# Seminar: the spectrum of the diatomic chain, and a peak that is not there

**Speaker.** In GaAs, longitudinal waves along [100] move whole planes, alternately As and Ga, so we have a chain with two planes per cell. Its period $a$ is half the cubic lattice constant, and $k=\pi/a$ is the X point. With one spring $K$ between neighbouring planes and $M_1>M_2$, define
$$\omega_1^2=\frac{2K}{M_1},\quad \omega_2^2=\frac{2K}{M_2},\quad \omega_3^2=\omega_1^2+\omega_2^2,\quad \theta=\frac{ka}{2}.$$
The secular equation $(\omega_1^2-\omega^2)(\omega_2^2-\omega^2)=\omega_1^2\omega_2^2\cos^2\theta$ is equivalent to $\omega^2(\omega_3^2-\omega^2)=\omega_1^2\omega_2^2\sin^2\theta$. Counting $\pm k$, the density per cell is $g=(a/\pi)|dk/d\omega|=(2/\pi)|d\theta/d\omega|$. Differentiating the second form and inserting $\sin\theta\cos\theta$ from both gives
$$g(\omega)=\frac{2}{\pi}\,\frac{|\omega_3^2-2\omega^2|}{\sqrt{(\omega_3^2-\omega^2)(\omega^2-\omega_1^2)(\omega^2-\omega_2^2)}}$$
for $\omega<\omega_1$ and $\omega_2<\omega<\omega_3$, and zero in the gap.

Frequencies are quoted as wavenumbers. The assumed masses are $M_1=74.922$ u (As) and $M_2=69.723$ u (Ga), and $K$ is fitted so that $\omega_3$ equals the compiled LO frequency, 293 cm$^{-1}$ (Han 2011). With $\delta=(M_1-M_2)/(M_1+M_2)=0.03594$ we have $\omega_{1,2}=\omega_0\sqrt{1\mp\delta}$, where $\omega_0=\omega_3/\sqrt2=207.2$ cm$^{-1}$. The model's edges are 203.4 and 210.9 cm$^{-1}$, its gap 7.4 cm$^{-1}$. How many states lie within 5 cm$^{-1}$ below $\omega_1$, that is above 198.4 cm$^{-1}$?

## The wrong attempt

This attempt reaches a wrong result, and I show it on purpose. Line (a) is correct; step (b), which replaces the numerator by a constant, is wrong, and so is what follows from it in (c).

(a) Both branches are flat at X, so $g$ diverges at $\omega_1$ and $\omega_2$.

(b) Divergences come from zeros of the denominator, and these survive for $M_1=M_2$. The numerator equals $\omega_3^2$ at $\omega=0$ and at $\omega=\omega_3$, so treat it as that constant:
$$g_{\rm w}=\frac{2}{\pi}\,\frac{\omega_3^2}{\sqrt{(\omega_3^2-\omega^2)(\omega^2-\omega_1^2)(\omega^2-\omega_2^2)}}.$$

(c) For equal masses the two divergences merge into $g_{\rm w}\approx(2/\pi)/|\omega-\omega_0|$. For the GaAs inputs, integrating $g_{\rm w}$ over the window gives 0.94 states per cell, a huge peak at X.

## The symptom

**Question.** The acoustic band holds one state per cell. Can 0.94 of it sit in 5 cm$^{-1}$?

**Speaker.** It cannot, and a count exposes it. Put $u=1-2\omega^2/\omega_3^2$, which runs from 1 to $\delta$ over the acoustic band and from $-\delta$ to $-1$ over the optical one. Each band then holds
$$N_{\rm w}=\frac{2}{\pi}\int_\delta^1\frac{du}{\sqrt{(1-u^2)(u^2-\delta^2)}}=\frac{2}{\pi}\,\mathcal K(m=1-\delta^2)\approx\frac{2}{\pi}\ln\frac4\delta,$$
with $\mathcal K$ the complete elliptic integral of the first kind. This is 3.00 states in place of one, and it grows without bound as $\delta\to0$, because $1/|\omega-\omega_0|$ is not integrable.

## The faulty line

Line (b) is at fault. The numerator is $\omega_3^2|u|$, which vanishes at $\omega_0$, inside the gap, and is only $\delta\,\omega_3^2$ at either edge. Line (a) is true for every $\delta>0$, but says nothing about strength. At the acoustic edge
$$g\approx\frac{2}{\pi}\,\frac{\omega_3}{\omega_2}\sqrt{\frac{\delta}{2\omega_1(\omega_1-\omega)}},$$
so the coefficient dies as $\sqrt\delta$, while that of $g_{\rm w}$ grows as $1/\sqrt\delta$.

## The mended calculation

Keeping the numerator,
$$g\,d\omega=\frac{2}{\pi}\,\frac{|u|\,|du|}{\sqrt{(1-u^2)(u^2-\delta^2)}},$$
and the number of states between $\omega$ and the nearer gap edge is
$$N=\frac{2}{\pi}\arcsin\sqrt{\frac{u^2-\delta^2}{1-\delta^2}},$$
which is 1 at $|u|=1$, as it must be. For $M_1=M_2$ the denominator holds $|\omega^2-\omega_0^2|$ and the numerator $2|\omega^2-\omega_0^2|$, so
$$g_0=\frac{4}{\pi\sqrt{\omega_3^2-\omega^2}},$$
finite at $\omega_0$, where it is $4/(\pi\omega_0)=6.15\times10^{-3}$ states per cell per cm$^{-1}$. Only the divergence at $\omega_3$ remains.

**Question.** Doesn't symmetry force zero slope at a zone boundary?

**Speaker.** For a nondegenerate branch, yes. With equal masses the true period is $a/2$, the dispersion is $\omega=\omega_3\sin(ka/4)$, and the two branches are one curve folded at $k=\pi/a$. They meet there with finite, opposite slopes. Relabelling the cell cannot create a singularity.

**Question.** How much of the peak is left for small $\delta$?

**Speaker.** At fixed $\omega_3$, exactly $g/g_0=|u|/\sqrt{u^2-\delta^2}$ inside the bands. This exceeds 2 only for $|u|<2\delta/\sqrt3$, which below $\omega_1$ means within 0.59 cm$^{-1}$. The whole excess of the acoustic band over $g_0$ consists of the states pushed out of the interval from $\omega_1$ to $\omega_0$, namely $(2/\pi)\arcsin\delta=0.0229$ per cell.

## Size of the error

The ratio $g_{\rm w}/g$ is $1/|u|$. At the lower end of the window $u=0.0828$. All entries are the model's.

| quantity | wrong | mended |
|---|---|---|
| edge coefficient, relative | $1/\delta=27.8$ | 1 |
| states in the window | 0.94 | 0.0475 |
| states per band | 3.00 | 1 |

The window count is too large by a factor 19.8. The equal-mass density $g_0$ puts 0.0299 states in the same window, so ignoring the divergence altogether is far closer to the model's exact count than keeping it at full strength.

**Question.** Would one see these spikes in GaAs?

**Speaker.** Not as such. This $g$ counts only modes with wavevector along [100]; in the three-dimensional density a quadratic extremum gives a square-root edge, not a divergence. Anharmonicity is also neglected, and a typical optical-phonon linewidth of order 1 cm$^{-1}$ at room temperature rivals the 0.59 cm$^{-1}$ width of the spike.

**Question.** And is one spring enough?

**Speaker.** Only roughly. With the compiled TO value of 271 cm$^{-1}$ (Han 2011), the fraction $1-(271/293)^2$, or 14 % of $\omega_3^2$, is long-range Coulomb stiffness that the fit lumps into $K$. Springs $K'_j$ between like planes change the edges to $\omega_j^2=(2K+4K'_j)/M_j$, so unequal $K'_j$ alter the gap independently of the masses. A typical LA–LO splitting at X in GaAs is about 15 cm$^{-1}$, so the model's gap is too narrow by about a factor of two, and a wider gap would make the slip's factors smaller. What removes the divergences is equivalence of the two planes, as in Si and Ge, where LA and LO are degenerate at X.